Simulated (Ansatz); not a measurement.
## A series in volume per atom on ZrH

All results are calculated (Ansatz 0.2.0). Periodic Kohn-Sham DFT of a crystal at fixed atoms; pressure and stress are positive in compression; the energy is the free energy less that of spherical unpolarised free atoms; site moments are those in the method's own spheres, positive along +z.

Cell of the first row (space group P4_2/mmc, No. 131):
```
cell vectors (Å)
   3.1766     0.0000     0.0000
   0.0000     3.1766     0.0000
   0.0000     0.0000     4.8470
atoms (fractions of the cell vectors)
Zr  0.00000  0.50000  0.00000
Zr  0.50000  0.00000  0.50000
H   0.00000  0.00000  0.75000
H   0.00000  0.00000  0.25000
```

Settings of every row: method all-electron LAPW; functional PBEsol; relativity scalar; k mesh 9x9x6; filling fermi-dirac; smearing width 0.02 eV; basis error target 0.5 meV/atom; nucleus gaussian.

Atom start moment: 0 on all atoms.

| row | volume per atom (Å³) | energy less free atoms (eV/atom) | pressure (GPa) |
| --- | --- | --- | --- |
| 1 | 12.227 | -6.0926 | 5.289 |
| 2 | 12.748 | -6.1006 | -0.175 |
| 3 | 13.008 | ? | ? |
| 4 | 13.138 | -6.0959 | -3.665 |
| 5 | 13.528 | -6.0832 | -6.69 |

Question: what energy less free atoms and pressure should row 3 give?

Worked fit of energy less free atoms. Take u = (V_r/V)^(2/3) − 1 with V_r = 12.943 Å³ an atom, which is twice the finite (Eulerian) strain; such expansions in the strain, on which the Birch-Murnaghan equation of state is built, carry the rest volume and the bulk modulus. The shown rows have u = 0.03867, 0.01017, -0.00992, -0.02904. Least squares give energy less free atoms = −6.0993 − 0.2418 × u + 10.74 × u² eV/atom; a straight line predicts inner rows, each left out in turn, worse (root mean square 0.0078 against 0.00012 eV/atom). The rows lie off it by 0.0000, 0.0000, -0.0001, 0.0000. Its lowest point lies at u = 0.0113, or V = 12.73 Å³ an atom, and the curvature there gives the bulk modulus at fixed shape and fractions, B = (4/9)(1 + u)² E″(u)/V = 123 GPa. Letting shape and atoms relax would as a rule lower it, by much in layered, chain or molecular crystals. The withheld row has u = -0.00333, so the fit gives −6.0993 − 0.2418 × (-0.00333) + 10.74 × (-0.00333)² = -6.0984 eV/atom.

The calculation gave -6.0984 eV/atom. The fit meets it to the printed digit.

Worked fit of pressure. Take u = (V_r/V)^(2/3) − 1 with V_r = 12.943 Å³ an atom, which is twice the finite (Eulerian) strain; such expansions in the strain, on which the Birch-Murnaghan equation of state is built, carry the rest volume and the bulk modulus. The shown rows have u = 0.03867, 0.01017, -0.00992, -0.02904. Least squares give pressure = −1.9797 + 173.286 × u + 380.15 × u² GPa; a straight line predicts inner rows, each left out in turn, worse (root mean square 0.28 against 0.0076 GPa). The rows lie off it by -0.001, 0.003, -0.004, 0.001. The pressure vanishes at u = 0.0112, or V = 12.73 Å³ an atom, and there the bulk modulus at fixed shape and fractions is B = −V dP/dV = (2/3)(1 + u) dP/du = 123 GPa. Letting shape and atoms relax would as a rule lower it, by much in layered, chain or molecular crystals. The withheld row has u = -0.00333, so the fit gives −1.9797 + 173.286 × (-0.00333) + 380.15 × (-0.00333)² = -2.553 GPa.

The calculation gave -2.556 GPa. The fit lies 0.003 GPa (0.025 % of the column's range) above it; its largest miss of a shown row is 0.004 GPa.
